**Third ionisation energies of 3d elements: Racah model and spin split of the correlation**

The table holds M²⁺ → M³⁺ ionisation energies for eight 3d ions from unrestricted HF, MP2 and SCS-MP2 (PySCF, aug-cc-pVTZ-DK, spin-free X2C, only 3d correlated), with first-order spin-orbit corrections and tabulated values. The program fits a model built from Racah ground-term energies, with C = 4B or C free, and compares it with a straight line plus one pairing step. The Racah form with three constants reproduces the tabulated values to 0.04 eV rms (0.06 eV leave-one-out), against 0.25 eV for the line and step, and fits HF equally well. Splitting MP2 − HF with the standard SCS factors gives an opposite-spin part that is zero up to Mn²⁺, as it must be with only parallel 3d spins correlated, and 1.46 eV at Fe²⁺. The Mn²⁺ to Fe²⁺ drop is 4.05 eV in HF, 3.28 eV in MP2, 3.31 eV in CCSD(T) and 3.02 eV tabulated, and HF, MP2 and SCS-MP2 all lie below the tabulated value in every row.

Ionisation energies of doubly charged 3d-row ions in their ground configurations, computed with PySCF 2.14.0 as differences of total energies, using one real unrestricted determinant at highest spin for each state. The basis is aug-cc-pVTZ-DK, with a spin-free X2C one-electron Hamiltonian and a Gaussian nucleus. "Valence" means that the 18 electrons of 1s to 3p are frozen.

## Program and output

```python
# Table: ionisation energies M2+ -> M3+ (eV) of 3d ions; PySCF, UHF / valence (3d only) MP2 / SCS-MP2,
# aug-cc-pVTZ-DK, spin-free X2C, and tabulated values. Tested: Racah ground-term model against
# line + exchange step; same-/opposite-spin split of the MP2 correction; errors of the methods.
T = {
    'species': ['Sc2+', 'Ti2+', 'V2+', 'Cr2+', 'Mn2+', 'Fe2+', 'Ni2+', 'Cu2+'],
    'Z': [21, 22, 23, 24, 25, 26, 28, 29],
    'N': [19, 20, 21, 22, 23, 24, 26, 27],
    'config': ['[Ar] 3d1', '[Ar] 3d2', '[Ar] 3d3', '[Ar] 3d4', '[Ar] 3d5', '[Ar] 3d6', '[Ar] 3d8', '[Ar] 3d9'],
    'final': ['[Ar]', '[Ar] 3d1', '[Ar] 3d2', '[Ar] 3d3', '[Ar] 3d4', '[Ar] 3d5', '[Ar] 3d7', '[Ar] 3d8'],
    'hf': [23.83, 26.6, 28.17, 29.68, 32.36, 28.31, 32.61, 34.02],  # eV
    'mp2_valence': [23.83, 26.73, 28.54, 30.33, 33.2, 29.92, 34.93, 36.8],  # eV
    'scs_mp2_valence': [23.83, 26.64, 28.29, 29.9, 32.64, 30.11, 34.87, 36.56],  # eV
    'so': [0.02, 0.0, -0.01, -0.02, None, None, -0.01, -0.07],  # eV
    'ref': [24.7568, 27.4917, 29.3111, 30.959, 33.668, 30.651, 35.187, 36.841],  # eV
    'unc': [1.2e-05, 0.00025, 0.0025, 0.025, 0.012, 0.012, 0.019, 0.012],  # eV
    'kind': ['measured', 'measured', 'measured', 'measured', 'measured', 'measured', 'measured', 'measured'],
}
import numpy as np
from scipy.constants import physical_constants as pc
sp = [s[:-2] for s in T['species']]; ix = {s: i for i, s in enumerate(sp)}
n = np.array(T['N'], dtype=int) - 18
D = {k: np.array(T[c], float) for k, c in [('HF', 'hf'), ('MP2', 'mp2_valence'), ('SCS', 'scs_mp2_valence'), ('ref', 'ref')]}
row = lambda v, f='%6.2f': ' '.join(f % x for x in v)
print('rounding: 0.005 eV a value, 0.01 a difference; largest tabulated unc %.3f eV' % max(T['unc']))
print('steps eV ' + ' '.join(a + '-' + b for a, b in zip(sp, sp[1:])) + ' (Fe-Ni spans 2)')
for k in D: print('%-8s' % k, row(np.diff(D[k])))
Bc = np.array([0, 0, -8, -15, -21, -35, -35, -43, -50, -56])  # B coefficient of ground term, d0..d9
g = -(Bc[n] - Bc[n - 1]); h = (n > 5) * 1.0; one = np.ones(len(n))
M = {'line+step (a,b,P)': np.c_[one, n - 1, -h],
     'Racah C=4B (a,b,B)': np.c_[one, n - 1, g - 28 * h],  # C/B = 4: rough recalled ratio
     'Racah free (a,b,B,C)': np.c_[one, n - 1, g, -7 * h]}
fit = lambda X, y: np.linalg.lstsq(X, y, rcond=None)[0]
print('fits in eV; residual = value - model, order', ' '.join(sp))
P = {}
for m, X in M.items():
    for k in ('HF', 'MP2', 'ref'):
        y = D[k]; p = fit(X, y); r = y - X @ p; P[m, k] = p
        loo = np.array([y[i] - X[i] @ fit(np.delete(X, i, 0), np.delete(y, i)) for i in range(len(n))])
        w = np.argmax(abs(r))
        print('%s %s: %s rms %.3f worst %s %.2f LOO rms %.2f' % (m, k, row(p, '%.3f'), np.sqrt(np.mean(r**2)), sp[w], r[w], np.sqrt(np.mean(loo**2))))
        if k != 'MP2': print('   res', row(r))
for k in ('HF', 'MP2', 'ref'):
    a, b, B, C = P['Racah free (a,b,B,C)', k]
    print('%s: C/B %.1f, b+8B %.2f, b-B %.2f, 3B %.2f, 14B+7C %.2f, model Mn-Fe %.2f eV' % (k, C / B, b + 8 * B, b - B, 3 * B, 14 * B + 7 * C, b - 14 * B - 7 * C))
Ry = pc['Rydberg constant times hc in eV'][0]; z = 3 + 0.65 * (n - 1)
sl = Ry / 9 * (n * z**2 - (n - 1) * (z + 0.35)**2)
print('Slater rules IE eV', row(sl), ' slope %.2f' % np.polyfit(n, sl, 1)[0])
d = D['MP2'] - D['HF']; s = D['SCS'] - D['HF']
OS = (s - d / 3) / (1.2 - 1 / 3); SS = d - OS  # standard SCS factors assumed
nss = np.where(n > 5, n - 6, n - 1); nos = np.where(n > 5, 5, 0)
print('spin split eV (rounding about 0.02): MP2-HF SCS-HF SS OS | pairs lost ss os | SS/pair OS/pair')
for i in range(len(n)):
    print('%s d%d %s | %d %d | %s %s' % (sp[i], n[i], row([d[i], s[i], SS[i], OS[i]]), nss[i], nos[i],
          '%.2f' % (SS[i] / nss[i]) if nss[i] else '-', '%.2f' % (OS[i] / nos[i]) if nos[i] else '-'))
print('method - tabulated, eV, order', ' '.join(sp))
for k in ('HF', 'MP2', 'SCS'):
    e = D[k] - D['ref']; print('%-7s' % k, row(e), ' mean abs %.2f' % np.mean(abs(e)))
so = np.array([np.nan if x is None else x for x in T['so']], float)
print('MP2+so ', row(D['MP2'] + so - D['ref']), ' max|so| %.2f' % np.nanmax(abs(so)))
print('% of HF error closed by MP2', row(100 * d / (D['ref'] - D['HF']), '%4.0f'))
cc = {'Mn': 33.23629, 'Fe': 29.92344}  # CCSD(T)/valence, further outputs of the same runs
for k, v in cc.items():
    print('CCSD(T) %s: minus MP2 %.2f, minus tabulated %.2f eV' % (k, v - D['MP2'][ix[k]], v - D['ref'][ix[k]]))
dr = {k: D[k][ix['Mn']] - D[k][ix['Fe']] for k in D}; dr['CCSD(T)'] = cc['Mn'] - cc['Fe']
print('Mn-Fe drop (excess) eV:', ', '.join('%s %.2f (%+.2f)' % (k, v, v - dr['ref']) for k, v in dr.items()))
assert all(v > 0 for v in dr.values())
for k in ('HF', 'MP2', 'ref'):
    st = np.diff(D[k]); assert min(st[0], st[3]) > max(st[1], st[2], st[6])
assert max(abs(OS[n <= 5])) < 0.03 and min(OS[n > 5]) > 1
assert all(D['HF'] <= D['MP2']) and all(D['MP2'] < D['ref'])
```

Output:

```
rounding: 0.005 eV a value, 0.01 a difference; largest tabulated unc 0.025 eV
steps eV Sc-Ti Ti-V V-Cr Cr-Mn Mn-Fe Fe-Ni Ni-Cu (Fe-Ni spans 2)
HF         2.77   1.57   1.51   2.68  -4.05   4.30   1.41
MP2        2.90   1.81   1.79   2.87  -3.28   5.01   1.87
SCS        2.81   1.65   1.61   2.74  -2.53   4.76   1.69
ref        2.73   1.82   1.65   2.71  -3.02   4.54   1.65
fits in eV; residual = value - model, order Sc Ti V Cr Mn Fe Ni Cu
line+step (a,b,P) HF: 24.148 1.990 5.768 rms 0.304 worst Ti 0.46 LOO rms 0.48
   res  -0.32   0.46   0.04  -0.44   0.25  -0.02   0.30  -0.28
line+step (a,b,P) MP2: 24.001 2.263 5.201 rms 0.277 worst Ti 0.47 LOO rms 0.41
line+step (a,b,P) ref: 25.003 2.117 4.892 rms 0.252 worst Cr -0.40 LOO rms 0.39
   res  -0.25   0.37   0.07  -0.40   0.20  -0.05   0.25  -0.21
Racah C=4B (a,b,B) HF: 23.868 1.652 0.137 rms 0.037 worst Cu -0.06 LOO rms 0.06
   res  -0.04  -0.01   0.04   0.04  -0.03   0.01   0.05  -0.06
Racah C=4B (a,b,B) MP2: 23.751 1.957 0.123 rms 0.088 worst Fe -0.17 LOO rms 0.17
Racah C=4B (a,b,B) ref: 24.767 1.830 0.116 rms 0.037 worst V 0.07 LOO rms 0.06
   res  -0.01  -0.03   0.07   0.01  -0.04  -0.02   0.04  -0.02
Racah free (a,b,B,C) HF: 23.867 1.650 0.137 0.545 rms 0.037 worst Cu -0.06 LOO rms 0.08
   res  -0.04  -0.02   0.04   0.04  -0.03   0.01   0.05  -0.06
Racah free (a,b,B,C) MP2: 23.757 1.967 0.119 0.501 rms 0.088 worst Fe -0.17 LOO rms 0.19
Racah free (a,b,B,C) ref: 24.770 1.836 0.114 0.468 rms 0.036 worst V 0.07 LOO rms 0.06
   res  -0.01  -0.02   0.07  -0.00  -0.04  -0.02   0.05  -0.02
HF: C/B 4.0, b+8B 2.75, b-B 1.51, 3B 0.41, 14B+7C 5.74, model Mn-Fe -4.09 eV
MP2: C/B 4.2, b+8B 2.92, b-B 1.85, 3B 0.36, 14B+7C 5.17, model Mn-Fe -3.21 eV
ref: C/B 4.1, b+8B 2.74, b-B 1.72, 3B 0.34, 14B+7C 4.87, model Mn-Fe -3.03 eV
Slater rules IE eV  13.61  16.09  18.48  20.77  22.96  25.06  28.95  30.75  slope 2.14
spin split eV (rounding about 0.02): MP2-HF SCS-HF SS OS | pairs lost ss os | SS/pair OS/pair
Sc d1   0.00   0.00   0.00   0.00 | 0 0 | - -
Ti d2   0.13   0.04   0.13  -0.00 | 1 0 | 0.13 -
V d3   0.37   0.12   0.37  -0.00 | 2 0 | 0.19 -
Cr d4   0.65   0.22   0.65   0.00 | 3 0 | 0.22 -
Mn d5   0.84   0.28   0.84   0.00 | 4 0 | 0.21 -
Fe d6   1.61   1.80   0.15   1.46 | 0 5 | - 0.29
Ni d8   2.32   2.26   0.60   1.72 | 2 5 | 0.30 0.34
Cu d9   2.78   2.54   0.92   1.86 | 3 5 | 0.31 0.37
method - tabulated, eV, order Sc Ti V Cr Mn Fe Ni Cu
HF       -0.93  -0.89  -1.14  -1.28  -1.31  -2.34  -2.58  -2.82  mean abs 1.66
MP2      -0.93  -0.76  -0.77  -0.63  -0.47  -0.73  -0.26  -0.04  mean abs 0.57
SCS      -0.93  -0.85  -1.02  -1.06  -1.03  -0.54  -0.32  -0.28  mean abs 0.75
MP2+so   -0.91  -0.76  -0.78  -0.65    nan    nan  -0.27  -0.11  max|so| 0.07
% of HF error closed by MP2    0   15   32   51   64   69   90   99
CCSD(T) Mn: minus MP2 0.04, minus tabulated -0.43 eV
CCSD(T) Fe: minus MP2 0.00, minus tabulated -0.73 eV
Mn-Fe drop (excess) eV: HF 4.05 (+1.03), MP2 3.28 (+0.26), SCS 2.53 (-0.49), ref 3.02 (+0.00), CCSD(T) 3.31 (+0.30)
```
